# Notes: locator expansion of the density of states at strong disorder

## Model and conventions

I take one spinless orbital per site on the simple cubic lattice, with coordination $z=6$:

$$H=\sum_i \varepsilon_i|i\rangle\langle i| + T,\qquad T=-tA,$$

where $A$ is the nearest-neighbour adjacency matrix. The $\varepsilon_i$ are independent and uniform on $[-a,a]$, with $a=W/2$. This is Anderson's model of 1958. Energies are quoted in units of $t$. With $G(E)=(E-H)^{-1}$, the density of states per site at real $E$ is

$$\rho(E)=-\frac1\pi\,\mathrm{Im}\,\langle G_{00}(E+i0)\rangle .$$

At $t=0$ this is $1/W$ inside the box. I want the corrections in powers of $t/W$ and a proof of where the series converges.

## Step 1: expansion in walks

Let $\hat g$ be diagonal with the locators $g_i=1/(E-\varepsilon_i)$. Then $G=\hat g+\hat gTG$, and iteration gives

$$G=\sum_{L\ge0}\hat g\,(T\hat g)^L .$$

The band of $T$ is $-2t(\cos k_x+\cos k_y+\cos k_z)$, so $\|T\|=zt$, and $\|\hat g\|\le 1/\mathrm{Im}E$. For $\mathrm{Im}E>zt$ the series therefore converges for every configuration, uniformly in the $\varepsilon_i$, and I may average term by term. On the real axis the unaveraged series is useless, because some $g_i$ are arbitrarily large. So I average first and go to the axis afterwards.

The element $[\hat g(T\hat g)^L]_{00}$ is a sum over closed walks of $L$ steps from site 0, with a factor $-t$ per step and a locator for each of the $L+1$ positions. The lattice is bipartite, so $L$ is even and the sign of $t$ drops out. A site occupied $n$ times contributes $g_i^n$, and independence factorises the average over distinct sites:

$$\langle G_{00}\rangle=\sum_{L\ \mathrm{even}}t^L G_L,\qquad G_L=\sum_{\text{walks}}\ \prod_{\text{sites}} m_{n_i},\qquad m_n(E)=\langle (E-\varepsilon)^{-n}\rangle .$$

Repeated visits are the whole difficulty, since $m_n\neq m_1^n$.

## Step 2: moments of the locator

For $\mathrm{Im}E>0$,

$$m_1\equiv g=\frac1W\int_{-a}^{a}\frac{d\varepsilon}{E-\varepsilon}=\frac1W\ln\frac{E+a}{E-a},\qquad m_n=\frac{(E-a)^{1-n}-(E+a)^{1-n}}{W(n-1)}\quad(n\ge2).$$

The branch is the one with $g\to1/E$ at large $|E|$. Differentiating under the integral gives $m_n'=-n\,m_{n+1}$. In particular

$$m_2=-g'=-\frac1{a^2-E^2},\qquad m_3=\frac{E}{(a^2-E^2)^2}.$$

After averaging, the only singular points are $E=\pm a$. On the axis inside the box $\arg(E-a)=\pi$, so

$$g(E+i0)=\frac{\Lambda-i\pi}{W},\qquad \Lambda=\ln\frac{a+E}{a-E},$$

and all $m_n$ with $n\ge2$ are real. At the band centre

$$m_1=-\frac{i\pi}{2a},\quad m_2=-\frac1{a^2},\quad m_3=0,\quad m_4=-\frac1{3a^4},\quad m_1^2=-\frac{\pi^2}{4a^2}.$$

The negative $m_2$ is no paradox: it is the continued value of $\langle(E-\varepsilon)^{-2}\rangle$, not $\langle|g_i|^2\rangle$.

## Step 3: second order

There are $z$ walks $0\to j\to0$, each with weight $g_0^2g_j$. So $G_2=z\,m_2m_1$ and

$$\langle G_{00}\rangle=g-zt^2\,g\,\frac{dg}{dE}+O(t^4).$$

Only $g$ has an imaginary part, so

$$W\rho(E)=1-\frac{zt^2}{a^2-E^2}+O(t^4),\qquad \rho(0)=\frac1W\left(1-\frac{4zt^2}{W^2}+\dots\right).$$

To see what this term means I eliminate all other sites. The Schur complement gives $G_{00}=1/(E-\varepsilon_0-\Sigma)$, where $\Sigma$ does not depend on $\varepsilon_0$ and $\mathrm{Im}\Sigma\le0$ for $\mathrm{Im}E>0$. Averaging over $\varepsilon_0$ gives $\langle G_{00}\rangle=\langle g(E-\Sigma)\rangle$. For $w$ in the upper half-plane $-W\,\mathrm{Im}\,g(w)=\arg(w-a)-\arg(w+a)$ is the angle $\theta\le\pi$ that the box subtends at $w$. Hence $\rho\le1/W$ exactly (Wegner's bound, 1981), and the negative sign of the correction is required.

For an isolated dimer at $E=0$, $\Sigma=-t^2/\varepsilon_1$ is real, and $W\rho(0)$ is the probability that $|\Sigma|<a$, that is $|\varepsilon_1|>t^2/a$. This gives $W\rho(0)=1-t^2/a^2$ exactly for $t<a$. The series agrees. With $z=1$ its terms are $t^{2k}m_{k+1}m_k$, and for $k\ge2$ each contains an odd moment of index 3 or more, which vanishes at $E=0$. The second-order term is thus the probability that one of $z$ neighbours lies within $t^2/a$ of the energy $E=0$.

## Step 4: fourth order

The closed four-step walks fall into four types:

- $0j0j0$: $z=6$ walks, weight $m_3m_2$;
- $0j0k0$ with $k\ne j$: $z(z-1)=30$ walks, $m_3m_1^2$;
- $0jkj0$ with $k\neq0$: 30 walks, $m_2^2m_1$;
- plaquettes: 12 touch each site, two senses, 24 walks, $m_2m_1^3$.

The total is 90, which equals $(A^4)_{00}$. So

$$G_4=6m_3m_2+30m_3m_1^2+30m_2^2m_1+24m_2m_1^3 .$$

I use $\mathrm{Im}(\Lambda-i\pi)^2=-2\pi\Lambda$ and $\mathrm{Im}(\Lambda-i\pi)^3=-\pi(3\Lambda^2-\pi^2)$. The fourth-order part of $W\rho(E)$ is then

$$t^4\left[30\left(m_2^2+\frac{2\Lambda m_3}{W}\right)+24\,m_2\,\frac{3\Lambda^2-\pi^2}{W^2}\right].$$

At $E=0$ it is $(30+6\pi^2)(t/a)^4=89.22\,(t/a)^4$. The plaquettes supply $6\pi^2=59.22$ of this, so a Bethe lattice with $z=6$ shares the second-order term with the cubic lattice but not the fourth-order one.

## Step 5: sixth order

The counting is easier when the origin plays no special part. On a large periodic lattice of $N$ sites, $\mathrm{Tr}\,G=\frac{d}{dE}\mathrm{Tr}\ln(E-H)$ and $E-H=\hat g^{-1}(1-\hat gT)$. For $\mathrm{Im}E>zt$ the logarithm of the second factor expands as $-\sum_L\mathrm{Tr}(\hat gT)^L/L$. Averaging and using translation invariance,

$$G_L=-\frac1L\frac{dF_L}{dE},\qquad F_L=\sum_{\text{walks}}\prod_{\text{sites}} m_{\nu_i},$$

where the walks start at site 0 and $\nu_i$ counts visits at times $0,\dots,L-1$ only. As a test, $F_2=zm_1^2$ gives $-zgg'$. Also $F_4=6m_2^2+60m_2m_1^2+24m_1^4$, and $m_n'=-nm_{n+1}$ returns $G_4$ above.

For $L=6$ I sort walks by the set of bonds they cover. The number of walks is the number of such graphs per site times the number of six-step closed walks, with any starting point, that use every bond of the graph.

| graph | graphs per site | walks each | walks | visits $\nu$ |
|---|---|---|---|---|
| one bond | 3 | 2 | 6 | 3,3 |
| two-bond path | 15 | 12 | 180 | 3,2,1 |
| three-bond star | 20 | 12 | 240 | 3,1,1,1 |
| three-bond path | 75 | 6 | 450 | 2,2,1,1 |
| plaquette, one bond used three times | 3 | 48 | 144 | 2,2,1,1 |
| plaquette with tail | 48 | 12 | 576 | 2,1,1,1,1 |
| hexagon | 22 | 12 | 264 | 1,1,1,1,1,1 |

The first four graph counts are $z/2$, $\binom z2$, $\binom z3$ and $z(z-1)^2/2$. Each site carries 3 plaquettes, and a tail has 4 corners times 4 outward bonds to choose from. The hexagons are the outlines of 6 flat and 12 bent pairs of plaquettes sharing a bond, plus 4 skew hexagons per cube. The third column is the number of distinct cyclic sequences times their distinct starting times. The bond has one sequence with 2 starts. The three-bond path has one, with 6 starts. The plaquette with a tripled bond has $4\times2$ sequences (bond, sense), and each other graph has 2, all with 6 starts.

The walks add up to $1860=(A^6)_{00}$. A second test counts pairs of times at the same site. Parity allows only the 6 pairs two steps apart on the cycle, and each splits the walk into loops of two and four steps, giving $6\cdot6\cdot90=3240$. The table gives the same 3240 for $\sum\binom{\nu}{2}$. Likewise, triples of times give $2\cdot6^3=432$ both ways. So

$$F_6=6m_3^2+180m_3m_2m_1+240m_3m_1^3+594m_2^2m_1^2+576m_2m_1^4+264m_1^6 .$$

At $E=0$, where $m_3=0$, the derivatives are $m_1'=-m_2$, $m_2'=0$, $m_3'=-3m_4$, and

$$G_6(0)=90m_4m_2m_1+120m_4m_1^3+198m_2^3m_1+384m_2^2m_1^3+264m_2m_1^5 .$$

Inserting the moments, $a^6G_6/m_1=30+10\pi^2-198-96\pi^2-\tfrac{33}{2}\pi^4=-(168+86\pi^2+\tfrac{33}2\pi^4)=-2624.04$. Since $-\mathrm{Im}\,m_1/\pi=1/W$, and $a=W/2$ brings factors 4, 16 and 64,

$$W\rho(0)=1-24\frac{t^2}{W^2}+(480+96\pi^2)\frac{t^4}{W^4}-(10752+5504\pi^2+1056\pi^4)\frac{t^6}{W^6}+O(t^8).$$

The last two coefficients are 1427.5 and 167938.

## Step 6: convergence

I have to show that the averaged series may be carried from $\mathrm{Im}E>zt$ down to the axis. Write $E=x+iy$ with $|x|<a$, and set $\delta=a-|x|$.

For $n\ge2$, $|E\mp a|\ge\delta$ gives $|m_n|\le 2\delta^{1-n}/W=\delta^{1-n}/a\le\delta^{-n}$, because $\delta\le a$.

For $n=1$ and $y\ge0$, $Wg=\ln|(E+a)/(E-a)|-i\theta$. The angle obeys $\theta\le\pi$. The ratio $[(x+a)^2+y^2]/[(x-a)^2+y^2]$ moves towards 1 as $y$ grows, so the modulus of the logarithm is largest at $y=0$. Hence $|g(x+iy)|\le|g(x+i0)|=\sqrt{\pi^2+\Lambda^2}/W$.

Let $\mu(x)=\max(1/\delta,|g(x+i0)|)$. Then $|m_n|\le\mu^n$ for all $n$. The indices of a walk sum to $L+1$, and the number of closed walks obeys $N_L=(A^L)_{00}\le z^L$. Therefore

$$|t^LG_L|\le\mu\,q^L,\qquad q=zt\,\mu(x).$$

Both entries of $\mu$ grow with $|x|$, so $q<1$ holds, if at all, on an interval $|x|<x_0$. On every narrower half-strip $|x|\le x_1<x_0$, $y\ge0$, the series converges uniformly, so its sum is analytic inside and continuous down to the axis. It equals $\langle G_{00}\rangle$ for $y>zt$, and $\langle G_{00}\rangle$ is analytic for all $y>0$, so the two agree throughout by the identity theorem. The bound on $m_{n\ge2}$ also holds just below the axis and the continued $g$ is continuous there, so $\rho(E)$ is real-analytic on the interval. The sufficient conditions are

$$|E|<\frac W2-zt,\qquad zt\sqrt{\pi^2+\Lambda^2}<W .$$

At $E=0$ the second is the stronger one: $W/t>\pi z=18.85$.

At $E=0$ the remainder can be bounded more tightly. The origin occurs at least twice, so at most $L-1$ sites carry $m_1$, and $|G_L|\le N_L\,a^{-(L+1)}(\pi/2)^{L-1}$. The order-$L$ term of $W\rho(0)$ is at most $|t^LG_L|/|m_1|\le(4/\pi^2)N_L\xi^L$, with $\xi=\pi t/W$. The generating function follows from $N_L=\langle(2\sum_\alpha\cos k_\alpha)^L\rangle_k$ and $1/(1-u)=\int_0^\infty e^{-s(1-u)}ds$. For $6\xi<1$,

$$\sum_LN_L\xi^L=\int_0^\infty ds\,e^{-s}I_0(2\xi s)^3 ,$$

with $I_0$ the modified Bessel function. Subtracting $1+6\xi^2+90\xi^4+1860\xi^6$ bounds everything beyond sixth order.

## Range of validity

- The premises are independent site energies, a box distribution and non-random nearest-neighbour hopping. The proof uses the analyticity of the distribution inside its support. For a binary alloy the $m_n$ have poles at the two levels and nothing here carries over.
- The two conditions are sufficient, not necessary. The number 18.85 belongs to my bound and marks no transition. Nothing above refers to the localisation threshold.
- Near the box edges $|m_n|$ grows as $\delta^{1-n}$, and already the second-order term diverges as $1/\delta$. For $|E|>a$ every $m_n$ is real and each term gives zero density of states. That is right for $|E|>a+zt$, where $|m_n|\le(|E|-a)^{-n}$ makes the series converge. It is wrong for $a<|E|<a+zt$, because large regions with all $\varepsilon_i$ close to $\pm a$ occur with non-zero probability and put states (Lifshitz tails) out to $\pm(a+zt)$. The weight lost from the interior goes there, so normalisation cannot be checked order by order on the axis.
- The method does not extend to $\langle|G_{0r}|^2\rangle$. There one meets $\langle|g_i|^2\rangle\simeq\pi/(W\,\mathrm{Im}E)$, which diverges on the axis. The expansion says nothing about localisation or transport.

## Numerical illustration: $W/t=30$

Here $a=15t$. At the centre $q=6\pi/30=0.628$, so the series converges. The first condition gives $|E|<9t$. At $9t$, $\Lambda=\ln4=1.386$ and $zt|g|=0.687<1$, so the second condition holds on the whole interval. Convergence is proved for $|E|<9t$, the spectrum ends at $21t$, and the range between is outside the proof.

| order $L$ | term in $W\rho(0)$ | partial sum |
|---|---|---|
| 2 | $-0.026667$ | 0.973333 |
| 4 | $+0.001762$ | 0.975096 |
| 6 | $-0.000230$ | 0.974865 |

The ratios of successive terms are 0.066 and 0.131 in magnitude. The second-order formula leaves out a fourth-order term of about 7 per cent of the correction it describes. For the remainder, $\xi=0.1047$, the subtracted integral is $9.16\times10^{-4}$, and the factor $4/\pi^2$ turns it into $3.7\times10^{-4}$. So the six-figure partial sums are arithmetic only, and what is established is

$$0.97449<W\rho(0)<0.97524 .$$

The model's density of states at the band centre is $\rho(0)=0.0325/t$ per site, 2.5 per cent below the value $1/W=0.0333/t$ of decoupled sites.